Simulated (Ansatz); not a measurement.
## From the elastic tensor of MnPt$_{3}$ to moduli and sound speeds

Method: DFT PBEsol, scalar-relativistic, plane waves, PAW (Ansatz). Cutoff 420 eV, 12×12×12 k-points (Γ-centred), Gaussian smearing of 0.20 eV. Collinear spin, site moments 3.7, 0.2, 0.2, 0.2 μB.

Symmetry: Pm-3m, No. 221, cubic system. The conventional cell has a = 3.873 Å, b = 3.873 Å, c = 3.873 Å, α = 90.00°, β = 90.00°, γ = 90.00°. Mn (site symmetry m-3m) is surrounded by 12 Pt at 2.74 Å. Around Pt (site symmetry 4/mmm) lie 8 Pt at 2.74 Å and 4 Mn at 2.74 Å.

In a metal, frequencies and elastic constants depend on the k mesh and the smearing, soft modes and shear constants most. Spin–orbit coupling is left out, which matters for heavy elements.

Relaxed-ion constants (GPa, on the Cartesian axes of the calculation):
```
352.3 199.6 199.6   0.0   0.0   0.0
199.6 352.3 199.6   0.0   0.0   0.0
199.6 199.6 352.3   0.0   0.0   0.0
  0.0   0.0   0.0 133.1   0.0   0.0
  0.0   0.0   0.0   0.0 133.1   0.0
  0.0   0.0   0.0   0.0   0.0 133.1
```

Density 18.295 g/cm³; 4 atoms in 58.11 Å³.

The values that follow are for a polycrystal of randomly turned grains, by Hill's mean where one number stands.

With S = C⁻¹: B_V = (C11+C22+C33+2(C12+C13+C23))/9, G_V = (C11+C22+C33−C12−C13−C23+3(C44+C55+C66))/15, 1/B_R = S11+S22+S33+2(S12+S13+S23), 15/G_R = 4(S11+S22+S33−S12−S13−S23)+3(S44+S55+S66); Hill is their mean. Then v_l = √((B+4G/3)/ρ), v_t = √(G/ρ), v_m = [(2/v_t³+1/v_l³)/3]^(−1/3) and Θ = (ħ/k_B)·v_m·(6π²n/V)^(1/3) for n atoms in the volume V; E = 9BG/(3B+G), ν = (3B−2G)/(2(3B+G)) and A^U = 5G_V/G_R + B_V/B_R − 6.

```
Bulk modulus, Voigt / Reuss / Hill          : 250.5 / 250.5 / 250.5 GPa
Shear modulus, Voigt / Reuss / Hill         : 110.4 / 102.6 / 106.5 GPa
Young's modulus                             : 280 GPa
Poisson ratio                               : 0.314
Pugh ratio B/G                              : 2.35 (over 1.75, the rule of thumb for ductile)
Universal anisotropy index                  : 0.38
Longitudinal and transverse sound speeds    : 4632 and 2413 m/s
Debye temperature from the mean sound speed : 329 K
```

Cost: 1 run of about 2.8 core-minutes, on Intel Xeon 6975P-C (Granite Rapids) (shared hosts).

The cubic tensor meets the Born criteria, so MnPt₃ in the computed parallel-moment state is stable against small homogeneous strains. It resists compression far more than shear. The large bulk modulus is in keeping with cohesion from the broad, well-filled Pt 5d band, while C12 well above C44 points to metallic bonding with a strong volume-dependent part rather than stiff directional bonds.

The shear anisotropy follows from the fcc-derived packing. The strain measured by C44 changes nearest-neighbour bond lengths more effectively than the tetragonal shear (C11 − C12)/2, which is clearly softer. Young's modulus is therefore lowest along the cube axes and highest along the body diagonals, a contrast that the polycrystal average hides. The modest transverse sound speed, despite a shear modulus of 106.5 GPa, reflects the mass of Pt, which also holds down the Debye temperature.

The large Mn moment and small Pt moments suggest exchange polarisation of Pt through 3d–5d hybridisation. Elastic stability alone does not exclude phonon instabilities at finite wavevector.
